**Conventions.** $\hbar=c=1$, $\alpha=e^2/4\pi$, $q=p'-p$, $q^2=q_0^2-\mathbf q^2$, $F_1'=dF_1/dq^2$. The vertex is $\Gamma^\mu=F_1\gamma^\mu+i\sigma^{\mu\nu}q_\nu F_2/2M$. It is matched to
$$\mathcal L\supset\psi^\dagger\Big[c_F\frac{e\,\boldsymbol\sigma\cdot\mathbf B}{2M}+c_D\frac{e\,\nabla\cdot\mathbf E}{8M^2}+ic_S\frac{e\,\boldsymbol\sigma\cdot(\mathbf D\times\mathbf E-\mathbf E\times\mathbf D)}{8M^2}\Big]\psi .$$

**Predict:** which coefficient can contain the charge radius?

The $c_i$ are dimensionless, so the slope enters as $M^2F_1'$. At order $1/M^2$ it multiplies the spin-independent $\mathbf q^2A^0$, which is the $\nabla\cdot\mathbf E$ term.

## Matching

With $u^\dagger u=1$, the spinor is $u\simeq\big((1-\mathbf p^2/8M^2)\xi,\ \boldsymbol\sigma\cdot\mathbf p\,\xi/2M\big)$. Put $S=i\boldsymbol\sigma\cdot(\mathbf p'\times\mathbf p)$. In the time component $\gamma^0$ gives $1-\mathbf q^2/8M^2+S/4M^2$, the Pauli term gives $-\mathbf q^2/4M^2+S/2M^2$, and $F_1(q^2)\simeq F_1(0)-F_1'\mathbf q^2$, since $q_0^2$ is of fourth order in momenta. In the space components both structures give the spin current $i\boldsymbol\sigma\times\mathbf q/2M$. The three operators produce $c_F\,i\boldsymbol\sigma\times\mathbf q/2M$, $-c_D\mathbf q^2/8M^2$ and $c_SS/4M^2$, so at $q^2=0$
$$c_F=F_1+F_2,\qquad c_S=F_1+2F_2=2c_F-F_1,\qquad c_D=F_1+2F_2+8M^2F_1'.$$

**Predict:** for unit charge, $F_1(0)=1$ and $F_2(0)=\kappa$. At fixed $r_E$, does $c_D$ depend on $\kappa$?

It does not. With $G_E=F_1+q^2F_2/4M^2$ and $r_E^2=6G_E'(0)$, one has $8M^2F_1'+2\kappa=8M^2G_E'$, hence
$$c_D=1+\tfrac43x^2,\qquad x=Mr_E .$$

The proton inputs are all typical values: $\kappa=1.793$, $r_E=0.84$ fm, $M=938$ MeV ($1/M=0.2103$ fm). Results below are the model's.

## Limits in $\kappa$

The ratio $c_S/c_F=2-1/(1+\kappa)$ is $1+\kappa$ for small $\kappa$ and $2-1/\kappa$ for large $\kappa$. The next terms are $-\kappa^2$ and $+1/\kappa^2$, and for $\kappa>0$ the two series exchange convergence at $\kappa=1$.

**Predict:** is the proton asymptotic?

No. $c_F=2.793$ and $c_S=4.586$ give 1.642, while $2-1/\kappa=1.442$.

## Limits in $x$

Reading $1-c_D\mathbf q^2/8M^2$ as $1-\mathbf q^2r_{\rm eff}^2/6$ gives $r_{\rm eff}^2=r_E^2+3/4M^2$.

- Small $x$: $r_{\rm eff}\simeq(\sqrt3/2M)(1+2x^2/3)$.
- Large $x$: $r_{\rm eff}\simeq r_E(1+3/8x^2)$.
- Crossover: $x=\sqrt3/2=0.866$, or $r_E=0.182$ fm.

The proton has $x=3.99$, so $c_D=1+21.3=22.3$ and $r_{\rm eff}=0.860$ fm, with $3/8x^2=2.4\%$.

**Predict:** does the anomalous moment explain the 21.3?

Only 17% of it: $2\kappa=3.586$ against $8M^2F_1'=17.7$. A particle with $F_1'=0$ would have $c_D=c_S$ and $r_E=\sqrt{3\kappa/2}/M=0.345$ fm. Below that radius $F_1'$ is negative.

At one loop $F_1'$ is infrared divergent. With a photon mass $\lambda$, $c_D$ gains $(8\alpha/3\pi)\ln(M/\lambda)$, or 0.0062 per unit logarithm, so $r_E$ needs a scheme at order $\alpha$. For a logarithm near one this rivals $\tfrac43x^2$ only at $x\lesssim\sqrt{2\alpha/\pi}=0.07$.

## Scaling in an atom

Multiplying the Coulomb amplitude $-4\pi\alpha/\mathbf q^2$ by $1-c_D\mathbf q^2/8M^2$ adds the repulsion $\pi\alpha c_D\,\delta^3(\mathbf r)/2M^2$. With reduced mass $m_r$ and $|\psi_{nS}(0)|^2=(m_r\alpha)^3/\pi n^3$,
$$\Delta E_{nS}=\frac{\alpha^4m_r^3}{n^3}\Big(\frac{1}{2M^2}+\frac23r_E^2\Big).$$

**Predict:** which part survives $M\to\infty$?

The radius part. For hydrogen 1S it is 1.10 MHz and the other part is 0.052 MHz. The latter is no complete recoil correction, because kinetic and transverse-photon terms also contribute at order $\alpha^4m_r^3/M^2$.

**Predict:** what limits the momentum expansion?

For $x>1$ the limit is $1/r_E=235$ MeV, not $M$. The leading structure correction to the radius shift comes from two-photon exchange and has relative order $m_r\alpha r_E$, linear in the atomic momentum. This is $1.6\times10^{-5}$ in hydrogen. For a muon of typical mass 105.66 MeV, $m_r=95.0$ MeV and the parameter is 0.003. The $m_r^3$ scaling then lifts the model's 2S radius shift in muonic hydrogen to 3.67 meV.